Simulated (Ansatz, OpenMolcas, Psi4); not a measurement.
# GaSiH4F (SMILES [F][GaH][SiH3]): the vertical energy of the triplet above the singlet, rung by rung

GaSiH4F: 7 atoms, total charge 0, spin state singlet. SMILES: `[F][GaH][SiH3]`. The shape is that of a PBE0-D4/def2-TZVP optimisation.

Each level gives the vertical energy of the triplet above the singlet (eV). The values are calculated.

```json
{"level": "r2SCAN/def2-SVP", "kind": "meta-GGA", "program": "OpenMolcas", "value (eV)": "3.98", "CPU time (all runs)": "55 s"}
{"level": "CAM-B3LYP/def2-SVP", "kind": "range-separated hybrid", "program": "Psi4", "value (eV)": "4.37", "CPU time (all runs)": "66 s"}
{"level": "HSE06/def2-SVP", "kind": "range-separated hybrid", "program": "Ansatz", "value (eV)": "4.18", "CPU time (all runs)": "24 s"}
{"level": "wB97X/def2-SVP", "kind": "range-separated hybrid", "program": "Ansatz", "value (eV)": "4.54", "CPU time (all runs)": "92 s"}
{"level": "PBE-QIDH/def2-SVP", "kind": "double hybrid", "program": "Ansatz", "value (eV)": "4.45", "CPU time (all runs)": "29 s"}
{"level": "RPA@PBE/def2-SVP", "kind": "RPA", "program": "Ansatz", "value (eV)": "4.22", "CPU time (all runs)": "30 s"}
{"level": "RPA@PBE0/def2-SVP", "kind": "RPA", "program": "Ansatz", "value (eV)": "4.35", "CPU time (all runs)": "32 s"}
{"level": "CCSD/def2-SVP", "kind": "coupled cluster or CI", "program": "Ansatz", "value (eV)": "4.47", "CPU time (all runs)": "65 s"}
```

All-electron rows without a relativistic Hamiltonian named are non-relativistic. The values span 3.98 to 4.54 eV. In the correlated wave-function rows the outer d shell of Ga is correlated, in sets not made for it. Times are those of the runs behind each value, whatever else they computed, on shared processors of several kinds: orders of magnitude only.

At the singlet's geometry every level puts the triplet well above the singlet, from 3.98 eV with r2SCAN to 4.54 eV with wB97X. This fits trivalent gallium, whose valence electrons are all tied up in σ bonds to F, H and Si, leaving an empty 4p orbital perpendicular to the bonding plane. The lowest triplet probably promotes an electron from the Ga–Si σ bond, the softest and least polar of the three, into that orbital. Unpairing it costs much of a bond, so the gap is large despite the low-lying acceptor.

The semilocal functional gives the smallest gap and all three hybrids give larger ones, possibly because exact exchange shifts the balance between the σ and p levels. PBE-QIDH at 4.45 eV lies close to CCSD at 4.47 eV, but that agreement in one molecule doesn't establish general accuracy. The vertical values don't fix the adiabatic gap, which should be smaller once the triplet relaxes, probably by stretching Ga–Si and pyramidalising at gallium.
